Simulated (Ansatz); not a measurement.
# A substitution series on C: H to CH3

Gas-phase molecules. On one C centre that keeps SnH3, n of the H ligands are replaced by CH3. The atomisation energy (no zero-point term) y in kJ/mol at MP2/def2-TZVPP. Shapes: PBE0-D4/def2-TZVP. Programs: Ansatz 0.2.0.

```
 molecule  n  y (kJ/mol)
SnH3(CH3)  0        2276
   C2H8Sn  1           ?
  C3H10Sn  2        4703
  C4H12Sn  3        5932
```

Problem. Fit y = c + s·n to the known rows and predict C2H8Sn.

Solution. 
1. Means of the 3 rows: n = 1.66667, y = 4303.7.
2. Σ(Δn)² = 4.6667, Σ(Δn·Δy) = 5683.7, so the slope is 5683.7/4.6667 = 1217.9.
3. Intercept: 4303.7 − (1217.9) × 1.66667 = 2273.9. The largest residual of the fit is 6.6.
4. C2H8Sn: 2273.9 + (1217.9) × 1 = 3492 kJ/mol.

The run gave 3484 kJ/mol, so the prediction is off by +8 kJ/mol, about the largest residual. The steps per swap are +1208, +1219, +1229 kJ/mol. The slope is the difference between a C–CH3 and a C–H bond with the ligands’ own bonds. Other levels give for C2H8Sn: PBE-D4/def2-TZVPP 3581; r2SCAN0-D4/def2-TZVPP 3542; MP2/def2-SVP 3380 kJ/mol. For atoms past krypton def2 sets carry core potentials with scalar relativity. Outer-core shells of Sn are correlated, in sets that cover them unevenly.

Each swap adds a net CH2 unit, that is, one C–C bond and two C–H bonds, while the Sn–C and Sn–H bonds stay in place. This is why the atomisation energy is nearly linear in n: the slope mostly counts bonds and says little about tin. The small departure from linearity is systematic, with the steps growing from +1208 to +1229 kJ/mol. The curve is therefore convex, and a line fitted to the other members overshoots at C2H8Sn.

The growth matches the familiar extra stability of branched alkyl skeletons. It probably reflects attraction between groups on the same carbon and hyperconjugation, outweighing steric repulsion, although MP2's description of medium-range correlation may contribute to it. The low def2-SVP value fits the small basis recovering too little of the correlation energy gained on bonding. The spread between levels far exceeds the curvature, so the good interpolation supports additivity within one level, not the absolute atomisation energy. Nor does the rising total show that the Sn–C bond strengthens with substitution.
